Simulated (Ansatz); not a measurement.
# How methods differ on BNH4 (BH2(NH2))

BNH4: 6 atoms, total charge 0, spin state singlet. As SMILES, `[H]B([H])N`. Geometry: relaxed at GFN2-xTB.

```xyz
6

B     0.3419    0.5951    0.0037
H     1.3301    0.6743    0.6274
H    -0.0786    1.4968   -0.6141
N    -0.3454   -0.5987   -0.0039
H    -1.1993   -0.7506   -0.5151
H    -0.0488   -1.4170    0.5020
```

Quantity: the energy change with the B1–H2 bond stretched from 1.171 to 2.342 Å, in eV. The values are calculated.

```
                      level             kind  program  value (eV)
     HF/STO-3G (restricted)     Hartree–Fock   Ansatz        7.22
  SVWN5/STO-3G (restricted)              LDA   Ansatz        5.48
   BLYP/STO-3G (restricted)              GGA   Ansatz        5.14
    PBE/STO-3G (restricted)              GGA   Ansatz        5.28
 revPBE/STO-3G (restricted)              GGA   Ansatz           ?
 r2SCAN/STO-3G (restricted)         meta-GGA   Ansatz        5.61
  B3LYP/STO-3G (restricted)    global hybrid   Ansatz        5.63
  BHLYP/STO-3G (restricted)    global hybrid   Ansatz        6.32
   PBE0/STO-3G (restricted)    global hybrid   Ansatz        5.87
r2SCAN0/STO-3G (restricted)  hybrid meta-GGA   Ansatz           ?
```

Task: Estimate what the levels marked ? give.

Result: As computed at these levels: revPBE/STO-3G (restricted): 5.20 eV; r2SCAN0/STO-3G (restricted): 6.06 eV. The first shape isn't each level's own minimum. The values span 5.14 to 7.22 eV. All rows use very small basis sets, so even the best lies far from the true value.

Exact exchange raises the cost of stretching the B–H bond: the energy climbs from BLYP through B3LYP to BHLYP, from PBE to PBE0 and from r2SCAN to r2SCAN0, with Hartree–Fock highest at 7.22 eV. As the bond lengthens, its bonding and antibonding orbitals approach each other in energy, and a single closed-shell determinant keeps too much ionic character where the two electrons should separate onto boron and hydrogen. Hartree–Fock has nothing to offset this missing left-right correlation, whereas the localized exchange hole of semilocal functionals mimics part of it. The exchange fraction isn't the only factor, since r2SCAN without any exact exchange nearly matches B3LYP. Among the semilocal functionals, LDA lies above the GGAs, in line with its usual overbinding, but below r2SCAN. Allowing the spin symmetry to break would probably lower the stretched-bond energy most for Hartree–Fock and narrow the spread. The energies belong to a partly broken bond in an otherwise frozen molecule, so they aren't B–H dissociation energies.
